\subsection*{Hartree screening in the energy--wavenumber characteristic: exchange--correlation correction and the axial ratio of hcp Mg}

\paragraph{Statement.}
Energies are per ion, $\Omega$ is the volume per ion, $n=Z/\Omega$, $v=4\pi e^2/q^2$, $w(q)$ is the bare local form factor normalised to $\Omega$, $S(\mathbf q)=N^{-1}\sum_j e^{-i\mathbf q\cdot\mathbf R_j}$, and $\chi_0<0$ is the Lindhard response per volume. To second order in $w$,
\begin{equation}
E_{bs}=\sum_{\mathbf q\ne0}|S|^2F(q),\qquad F=\tfrac12\Omega w^2\chi,\qquad \chi^{-1}=\chi_0^{-1}-v-f_{xc},\qquad f_{xc}=-vG. \label{F}
\end{equation}
Hartree screening sets $G=0$. Then $\chi_H=\chi_0/\epsilon$ with $\epsilon=1-v\chi_0$, and $F_H=(\Omega q^2/8\pi e^2)\,w^2(1/\epsilon-1)$. Restoring $G$ has three consequences.

(i) To first order,
\begin{equation}
\delta F=\tfrac12\Omega w^2\chi_H^2f_{xc}, \label{dF}
\end{equation}
and to all orders $\delta F$ is divided by $1-Gs$, where $s=1-1/\epsilon$.

(ii) In $E=U_0+(2N)^{-1}\sum_{i\neq j}\phi(r_{ij})$, with $\phi=Z^2e^2/r+\phi_{ind}$ and $\phi_{ind}=(\Omega/\pi^2)\int_0^\infty Fq^2j_0(qr)\,dq$,
\begin{equation}
U_0=Ze_{eg}-\tfrac12\Omega\tilde K+\tfrac12\phi_{ind}(0),\qquad \tilde K=n^2\,[-\chi_0^{-1}(0)+f_{xc}(0)]. \label{U0}
\end{equation}
Hartree screening gives the free-electron modulus $\tilde K=K_0=\frac23nE_F$. The bulk modulus $K_{eg}$ of the interacting gas appears only if $f_{xc}(0)=d^2(ne_{xc})/dn^2$.

(iii) In an empty-core model of Mg the correction lowers $c/a$ by a few thousandths.

\paragraph{Proof.}
For density amplitudes $n_{\mathbf q}$ in the potential $W_{\mathbf q}=Sw$,
\begin{equation}
E^{(2)}=\Omega\sum_{\mathbf q\neq0}\Big[W^*_{\mathbf q}n_{\mathbf q}+\tfrac12\big(-\chi_0^{-1}+v+f_{xc}\big)|n_{\mathbf q}|^2\Big].
\end{equation}
The three stiffnesses are kinetic, electrostatic and exchange--correlation, and the Hartree assumption deletes the third. Stationarity gives $n_{\mathbf q}=\chi W_{\mathbf q}$ and Eq.~(\ref{F}). Since $\chi=\chi_H/(1-f_{xc}\chi_H)$ and $v\chi_H=-s$, one has $\chi-\chi_H=\chi_H^2f_{xc}/(1-Gs)$, which proves (i). For constant $f_{xc}$, $\delta\phi(r)=f_{xc}\int\rho(\mathbf r')\rho(\mathbf r'-\mathbf r)\,d^3r'$, the overlap of two Hartree screening clouds $\rho(q)=\Omega w\chi_H$.

For (ii), the Ewald and band terms together are a sum over $\mathbf q\ne0$ of $\phi(q)=Z^2v+2\Omega F$. Conversion to a real-space pair sum leaves the self term $\frac12\phi_{ind}(0)$ and removes $\phi(q\to0)/2\Omega$. With $\Omega w\to-Zv+b$ and $\tilde\chi^{-1}=\chi_0^{-1}-f_{xc}$, $\chi=-1/v-1/(v^2\tilde\chi)+\dots$, so that $\phi(q\to0)=2Zb-Z^2/\tilde\chi(0)$. The part $-Zb/\Omega$ cancels the first-order core energy, and $Z^2/[2\Omega\tilde\chi(0)]=-\frac12\Omega\tilde K$ remains.

\paragraph{Working form.}
Use Ry and bohr ($e^2=2$), $y=q/2k_F$, and the Ashcroft empty core $w=-(Zv/\Omega)\cos qr_c$. Then
\begin{equation}
s=\frac{\lambda L}{y^2+\lambda L},\qquad \lambda=\frac1{\pi k_F},\qquad L=\frac12+\frac{1-y^2}{4y}\ln\Big|\frac{1+y}{1-y}\Big|.
\end{equation}
Local exchange, $e_x=-3k_F/2\pi$, gives $f_x=-2\pi/k_F^2$, that is $G=y^2$ and $\tilde K=K_0(1-\lambda)$. With $\Omega=3\pi^2Z/k_F^3$,
\begin{equation}
\delta F=-A\cos^2(2k_Fr_cy)\,s^2,\qquad A=\frac{Zk_F}{3\pi}.
\end{equation}
At fixed $\Omega$ the electron-gas, core and Ewald energies are untouched by $G$, so only $\delta E=\sum|S|^2\delta F$ shifts the axial ratio. With $x=\ln(c/a)$, $a\propto e^{-x/3}$ and $c\propto e^{2x/3}$, while $|S_{hkl}|^2$ is fixed. Hence
\begin{equation}
\delta E'=\sum_{\mathbf g\neq0}|S|^2\,p\,y\,\frac{d\,\delta F}{dy},\qquad p=\frac13-\frac{g_z^2}{g^2},\qquad \delta x=-\frac{\delta E'}{\kappa}, \label{slope}
\end{equation}
and the strains $(-\frac x3,-\frac x3,\frac{2x}3)$ give $\kappa=\frac29\Omega\,(c_{11}+c_{12}+2c_{33}-4c_{13})$.

\paragraph{Size in Mg.}
Typical inputs are $Z=2$, $r_s=2.65$, $r_c=1.39$ and approximate elastic constants $c_{11},c_{12},c_{13},c_{33}=63,26,22,66$~GPa. They give $k_F=0.724$, $\lambda=0.440$, $\Omega=156$, $A=0.154$~Ry, an elastic combination of 133~GPa and $\kappa=0.31$~Ry. The slope is evaluated at the ideal ratio $\sqrt{8/3}=1.633$, where
\begin{equation}
y^2=0.6875\,(h^2+hk+k^2)+0.1934\,l^2,\qquad |S|^2=\cos^2\pi\Big(\frac{h+2k}{3}+\frac l2\Big).
\end{equation}
$M$ is the multiplicity times $|S|^2$, and the sum keeps the 23 stars with $y^2<7$.

\begin{center}
\begin{tabular}{lrrrr}
star & $y$ & $M$ & $p$ & term of $\delta E'$ (mRy)\\ \hline
100 & 0.829 & 1.5 & 0.333 & $-2.21$\\
002 & 0.879 & 2 & $-0.667$ & $7.92$\\
101 & 0.939 & 9 & 0.114 & $-4.45$\\
102 & 1.209 & 3 & $-0.196$ & $-1.29$\\
110 & 1.436 & 6 & 0.333 & $2.73$\\
103 & 1.558 & 9 & $-0.383$ & $-3.09$\\
200, 112, 201, 004 & & & & $1.31$\\
remaining 13 & & & & $-0.11$
\end{tabular}
\end{center}

The total is $\delta E'=0.8$~mRy, so $\delta(c/a)=-0.004$ at first order. The three stars inside $2k_F$ lie just beyond the node of $w$, where $|\delta F|$ grows with $g$. The correction therefore favours lengthening each of them: 002 pulls $c$ down, while 100 and 101 pull $c/a$ up. The net slope is a tenth of the largest term, and modest changes in single terms rival it:

\begin{center}
\begin{tabular}{lrr}
variant & $\delta E'$ (mRy) & $\delta(c/a)$\\ \hline
first order, $G=y^2$ & 0.8 & $-0.004$\\
all orders, $G=y^2$ & 1.3 & $-0.007$\\
first order, $G=y^2/(1+2y^2)$ & 0.5 & $-0.003$\\
first order, $G=y^2$, $r_c=1.30$ & 0.2 & $-0.001$
\end{tabular}
\end{center}

The expansion parameter $Gs$ is only 0.22 at 100 and 0.21 at 101, yet resummation enlarges the net slope by more than half because of the cancellation. The saturating Hubbard-type form has the same $f_{xc}(0)$, hence the same $\tilde K$, and shows that the compressibility condition does not fix the structural effect. Correlation is minor in the long-wavelength kernel: Wigner's interpolation $e_c=-0.88/(r_s+7.8)$~Ry adds 4\% to $|f_x|$. The first-order curvature from the same stars is $\delta E''=-27$~mRy, or 9\% of $\kappa$ in magnitude. If the Hartree minimum lies 1\% below the ideal ratio, the slope there is larger by 0.3~mRy, and 1\% above it is smaller by as much. The stiffness $\kappa$ is an external input rather than the curvature of the Hartree model, and all shifts scale as $1/\kappa$. The variants agree on the sign and on a few thousandths in $c/a$; they do not fix the leading digit.

The volume term changes far more. In Eq.~(\ref{U0}), $\frac12\Omega K_0=ZE_F/3=0.350$~Ry, exchange multiplies it by $1-\lambda=0.560$, and $-\frac12\Omega\tilde K$ rises by $\lambda ZE_F/3=A=0.154$~Ry, to all orders in $G$. This equals $-\delta F(q\to0)$ and compensates the change in the $q=0$ component of the pair potential, so it drops out of the total energy. Combining the Hartree $\phi(r)$ with $K_{eg}$ in $U_0$ breaks that compensation and misplaces the energy by this amount, at every $c/a$ alike.